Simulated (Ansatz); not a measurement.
Strength of the S–Al bond: C2H9AlS → C2H6S + AlH3

Species: C2H9AlS `C[S+](C)[AlH3-]`, singlet; C2H6S (dimethyl sulfide) `CSC`, singlet; AlH3 `[AlH3]`, singlet. 

Shapes, held fixed at every level: PBE0-D4/def2-TZVP. Programs: Ansatz 0.2.0. The zero-point and thermal change to 298 K, harmonic and unscaled (PBE0-D4/def2-TZVP), is -6.9 kJ/mol.

Task: Estimate ΔH(298 K) of this reaction.

Result: The highest level, CCSD(T)/CBS estimate, gives ΔH(298 K) = +88.8 kJ/mol; the levels span +77.0 to +119.6. Both fragments are taken as closed shells, so no electrons are unpaired. The column of differences is taken from that level and isn't an error. No measured value is set beside it here. The CBS estimate extrapolates MP2 from def2-TZVPP and def2-QZVPP and adds CCSD(T) − MP2 in the triple-zeta set, cores frozen. Times are processor times on shared x86 and Arm servers, and rough.

| level | kind | ΔH(298 K) (kJ/mol) | less CCSD(T)/CBS estimate | CPU time (sum over the molecules) |
| --- | --- | --- | --- | --- |
| SPW92/def2-TZVPP | LDA | +119.6 | +30.8 | 7 s |
| PBE-D4/def2-TZVPP | GGA | +97.4 | +8.6 | 13 s |
| wB97M-V/def2-TZVPP | range-separated hybrid | +89.3 | +0.5 | 56 s |
| B2PLYP/def2-TZVPP | double hybrid | +77.0 | -11.8 | 26 s |
| MP2/def2-SVP | perturbation theory | +85.3 | -3.5 | – |
| CCSD(T)/def2-SVP | coupled cluster or CI | +84.0 | -4.8 | 15 s |
| CCSD/def2-TZVPP | coupled cluster or CI | +81.0 | -7.8 | – |
| CCSD(T)/CBS estimate | coupled cluster or CI | +88.8 | 0.0 | 9.4 min |

The S–Al link is a dative bond of substantial strength, +88.8 kJ/mol at the highest level, yet well short of a typical covalent single bond. A sulfur lone pair donates into the empty, largely 3p orbital of trigonal AlH3, and cleavage returns both electrons to sulfur. The charges in the Lewis formula are therefore formal and don't imply a full electron transfer. Part of the gain from donation and electrostatic attraction is spent on bending the planar alane into a pyramid.

SPW92 overbinds strongly, as local functionals usually do, while wB97M-V nearly matches the reference. B2PLYP gives the weakest bond, probably in part because it lacks a dispersion term. In the def2-SVP basis, MP2 and CCSD(T) almost agree, as suits a closed-shell adduct that separates into closed-shell fragments.

The enthalpy refers to free monomeric AlH3, so it doesn't show how readily dimethyl sulfide would break up the hydride-bridged network of solid alane.
